Shear a tetragonal crystal to the right, then to the left by the same amount, and the two shapes are one and the same object, turned by half a turn about the upright c axis. The shear stress changes sign between them, but the push on the faces of the cell doesn't. For small strains the shear stress must therefore grow in proportion to the strain, while any change in the push must grow as its square. Symmetry fixes this power but not the sign. Whether a crystal sheared at constant volume pushes outward or pulls inward has to be calculated or measured, and in this calculation Al3Ru2 pushes outward.

Al3Ru2 (I4/mmm, 10-atom cell, a = 3.073, c = 14.252 Å before shear) with c sheared along a, the cell held at each strain and the atoms relaxed except at zero strain. Stresses are positive in compression. Ansatz 0.2.0, plane-wave PAW, scalar-relativistic PBEsol without spin polarisation, cutoff 420 eV, k mesh 12×12×4, Gaussian smearing of 0.1 eV.

```
strain (%)  energy change (meV/atom)  c over a  stress xx (GPa)  stress yy (GPa)  stress zz (GPa)  stress xz (GPa)
         0                       0.0   4.63720            -0.07            -0.07             0.28             0.00
       1.5                       1.1   4.63770            -0.10            -0.06             0.23            -1.88
         3                       4.7   4.63920            -0.05             0.11             0.33            -3.75
       4.5                      10.6   4.64190             0.04             0.40             0.49            -5.60
         6                      18.8   4.64550             0.19             0.82             0.70            -7.39
```

The strain is the distance by which the top of the cell has moved along a, divided by the height of the cell. Base, height and volume stay as they were, and only the atoms inside may adjust. Stress xx, stress yy and stress zz are positive where the crystal pushes outward, and their average is called the mean pressure here. Stress xz is the shear stress, whose negative sign means that the crystal resists the shear.

The row at zero strain is not quite the start of the series. Its atoms were left where they were given, with small forces still on them, whereas the sheared cells were relaxed. This is probably why stress xx and stress zz first fall, by 0.03 and 0.05 GPa, before they rise. The effect of shear on the push is therefore read from the sheared rows alone.

From 1.5 to 3 % all three normal stresses rise, and here a tempting explanation presents itself. The ratio c over a increases down the table, so the c edge is being stretched, and a stretched crystal should pull inward. The lengthening is real, though it reaches only 0.18 % at the largest strain. In a stiff crystal even that is expected to add a pull of some tenths of a GPa, so it can't be dismissed as too small. But if it decided the matter, stress zz would fall, and instead it rises from 0.23 to 0.33 GPa.

A better picture looks at the contacts between atoms in neighbouring layers. When one layer slides over the next, some slanted contacts shorten and others lengthen. A shortened contact resists more and more steeply, while a lengthened one gives way more and more gently, so the two changes don't cancel. On its own this leaves a push outward, the same for both directions of sliding. It has to outweigh a pull, because sliding also makes the slanted contacts slightly longer on average. This is the standard argument from anharmonicity, the uneven stiffness of bonds; the table holds stresses of the whole cell and can't show the contacts one by one.

From 3 to 6 % the shape of the rise becomes clear. Another explanation would treat the push as an ordinary Poisson response, like the narrowing of a stretched bar, which is proportional to the strain. The mean pressure would then climb in equal steps from row to row. Its steps between the sheared rows are instead 0.11, 0.18 and 0.26 GPa, close to the proportions 3 : 5 : 7 that a square law demands. The numbers thus agree with the symmetry argument, and the proportional response drops out.

The same unevenness of the bonds can be expressed in a quantity that engineers use, the shear modulus. Squeezing a crystal shortens its contacts and usually makes it stiffer against shear. A sheared crystal stores elastic energy, and it would store less if it could expand and so become softer. It therefore pushes against the walls that hold its volume. One effect works against this: at a fixed modulus the stored energy per volume stays the same, so the same atoms spread over a larger volume store more energy. The push wins only if the modulus falls fast enough on expansion.

In symbols, let V be the volume per atom, γ the strain as a fraction and G the shear modulus. The energy per atom is that of the unsheared crystal, E₀, plus the stored shear energy:

E = E₀(V) + ½ G(V) V γ²

The mean pressure p is minus the slope of E with volume when all edges are scaled together and γ stays fixed. With p₀ for the pressure without shear, this gives

p = p₀ + ½ G γ² (s − 1)

where s is the percentage by which G rises when the volume shrinks by 1 %. The factor ½ G γ² is the stored energy per volume. If G didn't depend on volume, s would be zero and the sheared crystal would pull inward.

Two numbers are needed. A least-squares line through the origin, drawn through the shear stresses of all rows, gives G = 124 GPa. A least-squares line through the mean pressures of the four sheared rows, plotted against γ², has a slope of 162 GPa. It follows these pressures to within a hundredth of a GPa, the last digit of the table. The stresses themselves may be less certain than that, since their convergence was somewhat loose.

The last row, which belongs to both fits, serves as a worked case. At 6 % strain the stored energy per volume is ½ × 124 × 0.06² = 0.22 GPa. The push caused by shear is 162 × 0.06² = 0.58 GPa, or 2.6 times as much. Hence s − 1 = 2.6 and s = 3.6: the shear modulus should rise by about 3.6 % for each 1 % of volume lost. With a modulus independent of volume, the same shear would have produced an inward pull of 0.22 GPa.

A single modulus serves for the whole series because the crystal hardly softens. The ratio of shear stress to strain falls by only 1.7 % between the first and the last sheared row. The modulus also returns the energy changes to within 0.1 meV/atom. That agreement shows that stresses and energies belong together, as they must, but it doesn't test the mechanism.

The value of s is a deduction, not an independent finding. It follows from the push by thermodynamics, and a direct test would need the same shear repeated at a slightly smaller and a slightly larger volume, which the table doesn't contain. The model also gives only the average push. Between 1.5 and 6 % stress yy rises by 0.88 GPa, about three times as much as stress xx. Geometry is expected to play a part: the c edge is stretched and tilted in the plane of the shear, so the pulls that this brings should fall mainly on stress xx and stress zz. How much of the difference this explains can't be read from the table.

For a neighbouring case the reasoning needs two pieces of knowledge. The shear modulus and the strain give the stored energy per volume, and the response of the modulus to compression tells how many times that energy appears as pressure. Halving the strain halves the shear stress but leaves only a quarter of the push. A crystal whose modulus rose by less than 1 % for each 1 % of volume lost would pull inward instead. And where the walls are free to move, a crystal that pushes, as this one does, is expected to swell a little when it is sheared.
